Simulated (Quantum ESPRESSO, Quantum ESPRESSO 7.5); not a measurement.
# The band gap of MgO from semilocal functionals to PBE0: exact exchange narrows the error but misses the 0.3 eV target

## Experiment

Two papers quote the same literature value for the gap of bulk MgO, 7.83 eV. "Electronic structure of alkaline earth and post-transition metal oxides" (2009, arXiv:0908.1581) uses it as the experimental gap from the literature, beside other experimental values that range from 7.7 to 8.7 eV. "The Band-Gap Studies of Short-Period CdO/MgO Superlattices" (2021, PubMed Central 8035356) quotes it as the low-temperature direct gap at $\Gamma$. The method is not given with either value, nor is the exact temperature. We suspect that both entries go back to one classic optical determination, in which the exciton structure near the edge was measured and the binding energy added to obtain the gap. We therefore treat them as one reference, not as two that confirm each other.

| compared with | measured | source's wording or label | method |
| --- | --- | --- | --- |
| gap (eV) | 7.83 | literature experimental gap | method not stated |
| direct gap (eV) | 7.83 | direct gap at Gamma, low temperature | method not stated |

Conditions are those given with the value in the passage it was taken from; "not stated" means there, and the paper may say more elsewhere. The values are a selection: others may have been left out beforehand as unlike or outlying.

## Plan

We look for the cheapest level of theory that gives the smallest gap and the smallest direct gap of MgO within 0.3 eV of the reference. The model is the perfect rock-salt crystal with two atoms in the primitive cell, held at the diffraction lattice constant of 4.212 Å, so that differences between functionals are not mixed with differences in volume. MgO is a nonmagnetic ionic insulator with a direct gap at $\Gamma$, and the two quantities should coincide.

An error of 0.3 eV is about four per cent of the gap. That is close enough for placing band edges in a wide-gap oxide, and fine enough to separate classes of functionals, which differ by electronvolts here. The calculated levels belong to a static lattice, whereas the measured gap contains the zero-point motion of the ions, which lowers it by an amount that is sizeable in MgO, roughly half an electronvolt. A static gap that is right should thus lie above the measured one.

We begin with a semilocal functional on a coarse mesh, settle the numerical settings where runs are cheap, and then move to functionals with exact exchange if the error calls for them.

System: MgO (magnesium oxide), rock salt; Fm-3m (No. 225), 2 atoms in the primitive cell; the database structure is a diffraction structure: a = 4.212 Å; structure from the Crystallography Open Database.

## 1. A semilocal start and its k mesh

PBEsol with ultrasoft potentials and a 4x4x4 mesh is a light way into the problem. We pair it with the same calculation on an 8x8x8 mesh. In a closed-shell insulator with compact ions the density should converge quickly with the mesh, so we expect almost no change in the gap, and a value several electronvolts below experiment in both runs.

**Run 1.** Quantum ESPRESSO 7.5: PBEsol, GBRV ultrasoft potentials, database cell, levels along the high-symmetry path, cutoff 45 Ry (density 360 Ry), 4x4x4 k mesh, Gaussian smearing 0.02 eV.

Key lines of the input:
```
! potential files: GBRV ultrasoft potentials, made for PBEsol
&control
  calculation = 'bands'
/
&system
  nat = 2
  ntyp = 2
  ecutwfc = 45
  ecutrho = 360
  nbnd = 14
  occupations = 'smearing'
  smearing = 'gaussian'
  degauss = 0.00147
/
&electrons
  conv_thr = 1.0d-8
  electron_maxstep = 100
  mixing_beta = 0.4
/
ATOMIC_SPECIES
  Mg 24.305 Mg.upf
  O 15.999 O.upf
[... cell and positions ...]
K_POINTS crystal
  62
  0.00000000 0.00000000 0.00000000 1
  ...
```

Command:
```
OMP_NUM_THREADS=1 mpirun -n 4 pw.x -nk 4 -in bands.in > bands.out
```

Converged; 3.1 s on 4 cores of Arm Neoverse V2, shared host.

**Run 2.** Quantum ESPRESSO 7.5: PBEsol, GBRV ultrasoft potentials, database cell, levels along the high-symmetry path, cutoff 45 Ry (density 360 Ry), 8x8x8 k mesh, Gaussian smearing 0.02 eV.

Key lines of the input:
```
! potential files: GBRV ultrasoft potentials, made for PBEsol
&control
  calculation = 'bands'
/
&system
  nat = 2
  ntyp = 2
  ecutwfc = 45
  ecutrho = 360
  nbnd = 14
  occupations = 'smearing'
  smearing = 'gaussian'
  degauss = 0.00147
/
&electrons
  conv_thr = 1.0d-8
  electron_maxstep = 100
  mixing_beta = 0.4
/
ATOMIC_SPECIES
  Mg 24.305 Mg.upf
  O 15.999 O.upf
[... cell and positions ...]
K_POINTS crystal
  62
  0.00000000 0.00000000 0.00000000 1
  ...
```

Converged; wall time 3.6 s.

| quantity | run 1 | run 2 | measured |
| --- | --- | --- | --- |
| gap (eV) | 4.655 | 4.664 | 7.83 |
| direct gap (eV) | 4.655 | 4.664 | 7.83 |

The denser mesh raises the gap by 0.009 eV, which is negligible against the target, so the coarse mesh is already good enough for PBEsol. The smallest gap and the smallest direct gap are equal in both runs, in keeping with a direct gap at $\Gamma$.

On the denser mesh PBEsol falls 3.17 eV short of the reference. The missing zero-point motion can't account for any of this, since including it would lower the calculated gap further.

## 2. Other potentials and plain PBE

Before we blame the functional we repeat the PBEsol calculation with norm-conserving potentials and a higher cutoff, on the same 8x8x8 mesh. Beside it we run PBE with the ultrasoft potentials, which costs no more than PBEsol and shows how much the choice of gradient correction matters. We expect both changes to move the gap by a tenth of an electronvolt or so, far too little to close the distance to experiment.

**Run 3.** Quantum ESPRESSO 7.5: PBEsol, PseudoDojo norm-conserving potentials, database cell, levels along the high-symmetry path, cutoff 84 Ry, 8x8x8 k mesh, Gaussian smearing 0.02 eV.

Key lines of the input, as changed from run 1:
```diff
- ! potential files: GBRV ultrasoft potentials, made for PBEsol
+ ! potential files: PseudoDojo norm-conserving potentials, made for PBEsol
  &system
-   ecutwfc = 45
-   ecutrho = 360
+   ecutwfc = 84
```

Converged; wall time 6 s.

**Run 4.** Quantum ESPRESSO 7.5: PBE, GBRV ultrasoft potentials, database cell, levels along the high-symmetry path, cutoff 45 Ry (density 360 Ry), 8x8x8 k mesh, Gaussian smearing 0.02 eV.

Key lines of the input, as changed from run 1:
```diff
- ! potential files: GBRV ultrasoft potentials, made for PBEsol
+ ! potential files: GBRV ultrasoft potentials, made for PBE
```

Converged; wall time 3.6 s.

| quantity | run 3 | run 4 | measured |
| --- | --- | --- | --- |
| gap (eV) | 4.664 | 4.768 | 7.83 |
| direct gap (eV) | 4.664 | 4.768 | 7.83 |

The two sets of potentials give the same PBEsol gap to the printed precision, so the shortfall of PBEsol does not come from the ultrasoft potentials or their cutoff. PBE opens the gap by 0.104 eV relative to PBEsol and still lies 3.06 eV below the reference. The gradient correction is a minor matter here. Semilocal functionals are known to underestimate gaps strongly, largely because their Kohn-Sham gap lacks the derivative discontinuity, and these results fit that pattern.

## 3. A screened hybrid and its PBE baseline

The next step is to mix in exact exchange. We take HSE06, which replaces a quarter of the short-range PBE exchange, and run PBE with the same norm-conserving potentials, cutoff and 6x6x6 mesh, so that the difference between the two shows the effect of the functional. The exchange operator makes the hybrid much dearer than anything so far. We expect it to open the gap by more than an electronvolt, but probably not by the three that are needed, because a fixed quarter of screened exchange tends to be too little in a wide-gap insulator with weak dielectric screening.

**Run 5.** Quantum ESPRESSO 7.5: PBE, PseudoDojo norm-conserving potentials, database cell, levels on the SCF mesh alone, cutoff 67 Ry, 6x6x6 k mesh, fixed occupations.

Key lines of the input:
```
! potential files: PseudoDojo norm-conserving potentials, made for PBE
&control
  calculation = 'scf'
  tstress = .true.
/
&system
  nat = 2
  ntyp = 2
  ecutwfc = 67
  occupations = 'fixed'
  nbnd = 14
/
&electrons
  conv_thr = 1.0d-8
  electron_maxstep = 100
  mixing_beta = 0.4
/
ATOMIC_SPECIES
  Mg 24.305 Mg.upf
  O 15.999 O.upf
[... cell and positions ...]
K_POINTS automatic
  6 6 6 0 0 0
```

Command:
```
OMP_NUM_THREADS=1 mpirun -n 8 pw.x -nk 8 -in mesh.in > mesh.out
```

Selected lines of the output:
```
     highest occupied, lowest unoccupied level (ev):     8.0577   12.8192
```

Converged; 1.8 s on 8 cores of Intel Xeon at 2.60GHz (Ice Lake), shared host.

**Run 6.** Quantum ESPRESSO 7.5: HSE06, PseudoDojo norm-conserving potentials, database cell, levels on the SCF mesh alone, cutoff 67 Ry, 6x6x6 k mesh, fixed occupations; exchange on the same mesh, exchange cutoff ecutfock 120 Ry (not varied).

Key lines of the input, as changed from run 5:
```diff
  &control
-   tstress = .true.
  &system
+   input_dft = 'hse'
+   nqx1 = 6
+   nqx2 = 6
+   nqx3 = 6
+   ecutfock = 120
```

Selected lines of the output:
```
     highest occupied, lowest unoccupied level (ev):     6.8111   13.3038
```

Converged; wall time 43 s.

| quantity | run 5 | run 6 | measured |
| --- | --- | --- | --- |
| gap (eV) | 4.761 | 6.493 | 7.83 |
| direct gap (eV) | 4.761 | 6.493 | 7.83 |

The PBE gap with norm-conserving potentials is within 0.007 eV of the ultrasoft value, so the baseline is sound. HSE06 opens it by 1.73 eV, somewhat more than half of what PBE lacks, and remains 1.34 eV below the reference. That is a clear miss. The run took less than a minute, so cost is no obstacle to a further hybrid calculation in a cell this small.

## 4. Exact exchange at full range

HSE06 cuts off the exact exchange at long range, where the weak screening in MgO leaves much of it in place. PBE0 keeps the same quarter at all distances. We run it with the settings of the HSE06 calculation, so that only the range of the exchange changes. We expect a further opening of roughly 0.7 eV, which would bring the gap closer but still leave it outside the target.

**Run 7.** Quantum ESPRESSO 7.5: PBE0, PseudoDojo norm-conserving potentials, database cell, levels on the SCF mesh alone, cutoff 67 Ry, 6x6x6 k mesh, fixed occupations; exchange on the same mesh, exchange cutoff ecutfock 120 Ry (not varied).

Key lines of the input, as changed from run 6:
```diff
  &system
-   input_dft = 'hse'
+   input_dft = 'pbe0'
```

Selected lines of the output:
```
     highest occupied, lowest unoccupied level (ev):     6.4302   13.6571
```

Converged; wall time 40 s.

| quantity | run 7 | measured | deviation |
| --- | --- | --- | --- |
| gap (eV) | 7.227 | 7.83 | −0.603 |
| direct gap (eV) | 7.227 | 7.83 | −0.603 |

PBE0 gives 7.227 eV, 0.73 eV above HSE06, close to the opening we had expected from the long-range part of the exchange. It is still 0.60 eV below the reference, twice the allowed error. Even against 7.7 eV, the lower end of the listed experimental values, it would miss the target.

The mesh test made with PBEsol does not carry over to this result. Unscreened exchange has an integrable singularity at small wave vectors, and its sum over k points usually converges more slowly than a semilocal calculation. The mesh and the exchange cutoff were kept the same for both hybrids, and their effect on the PBE0 gap is not shown in this report. We end the series here, since going back to LDA or another semilocal functional would not supply the exchange that is missing.

## Summary of runs

| run | settings | gap (eV) | deviation | direct gap (eV) | deviation | cost |
| --- | --- | --- | --- | --- | --- | --- |
| 1 | PBEsol, GBRV ultrasoft potentials, levels along the high-symmetry path, cutoff 45 Ry (density 360 Ry), 4x4x4 k mesh, Gaussian smearing 0.02 eV | 4.655 | −3.175 | 4.655 | −3.175 | under 1 core-min |
| 2 | PBEsol, GBRV ultrasoft potentials, levels along the high-symmetry path, cutoff 45 Ry (density 360 Ry), 8x8x8 k mesh, Gaussian smearing 0.02 eV | 4.664 | −3.166 | 4.664 | −3.166 | under 1 core-min |
| 3 | PBEsol, PseudoDojo norm-conserving potentials, levels along the high-symmetry path, cutoff 84 Ry, 8x8x8 k mesh, Gaussian smearing 0.02 eV | 4.664 | −3.166 | 4.664 | −3.166 | under 1 core-min |
| 4 | PBE, GBRV ultrasoft potentials, levels along the high-symmetry path, cutoff 45 Ry (density 360 Ry), 8x8x8 k mesh, Gaussian smearing 0.02 eV | 4.768 | −3.062 | 4.768 | −3.062 | under 1 core-min |
| 5 | PBE, PseudoDojo norm-conserving potentials, levels on the SCF mesh alone, cutoff 67 Ry, 6x6x6 k mesh, fixed occupations | 4.761 | −3.069 | 4.761 | −3.069 | under 1 core-min |
| 6 | HSE06, cutoff 67 Ry, 6x6x6 k mesh, fixed occupations, exchange on the same mesh, exchange cutoff ecutfock 120 Ry (not varied) | 6.493 | −1.337 | 6.493 | −1.337 | 5.7 core-min |
| 7 | PBE0, cutoff 67 Ry, 6x6x6 k mesh, fixed occupations, exchange on the same mesh, exchange cutoff ecutfock 120 Ry (not varied) | 7.227 | −0.603 | 7.227 | −0.603 | 5.4 core-min |
|  | measured | 7.83 |  | 7.83 |  |  |

Further runs on the same system, made beside this series (convergence steps with loose settings among them):

| further | settings | gap (eV) | deviation | direct gap (eV) | deviation | cost |
| --- | --- | --- | --- | --- | --- | --- |
| F1 | BLYP, GBRV ultrasoft potentials, levels along the high-symmetry path, cutoff 45 Ry (density 360 Ry), 8x8x8 k mesh, Gaussian smearing 0.02 eV, PBE files | 5.019 | −2.811 | 5.019 | −2.811 | under 1 core-min |
| F2 | LDA, GBRV ultrasoft potentials, levels along the high-symmetry path, cutoff 45 Ry (density 360 Ry), 8x8x8 k mesh, Gaussian smearing 0.02 eV | 4.680 | −3.150 | 4.680 | −3.150 | under 1 core-min |
| F3 | PBEsol, GBRV ultrasoft potentials, levels along the high-symmetry path, cutoff 29 Ry (density 232 Ry), 8x8x8 k mesh, Gaussian smearing 0.02 eV | 4.656 | −3.174 | 4.656 | −3.174 | under 1 core-min |
|  | measured | 7.83 |  | 7.83 |  |  |

## Verdict

No level in this series reaches the target of 0.3 eV. PBE0 comes nearest, with a gap of 7.227 eV, 0.60 eV below the reference, at a cost of 5.4 core-minutes. The smallest gap is direct at every level, so the two quantities are one test, not two.

The decisive step was exact exchange. HSE06 removed more than half of the PBE error, and extending the exchange to long range gained another 0.73 eV at about the same cost. The semilocal functionals all fall about 3 eV short, LDA and BLYP included, though BLYP was run with potentials made for PBE. The denser mesh and the second set of potentials hardly moved the PBEsol gap; they served only to clear the settings of blame for its error.

The static lattice makes PBE0 look better than it is. Zero-point motion would lower its gap by roughly half an electronvolt, so the error of the electronic level is probably nearer 1.1 eV. A likely cause, argued from theory, is that a quarter of exact exchange is too little for a crystal that screens as weakly as MgO.

Two points stay open. The convergence of the PBE0 gap with the k mesh and the exchange cutoff is not shown in this report, so the exact size of its miss is uncertain. The method behind the reference is not given either, but the other listed experimental values, from 7.7 to 8.7 eV, would not turn the miss into a pass. The natural continuation is a hybrid whose share of exact exchange is set by the electronic dielectric constant.

[Logs are printed without paths, hosts, clocks, repeated set-up lines and the standing remarks that a program may print on its own settings, such as how far it seeks lower states.]

[The runs shown are a pick from a larger set of finished runs; failed, doubtful and other runs were left out of it ahead of writing. So were measured values far from every level or from commonly accepted values, and agreement can look better than it is. Lines of input and output are excerpts and may be shortened.]
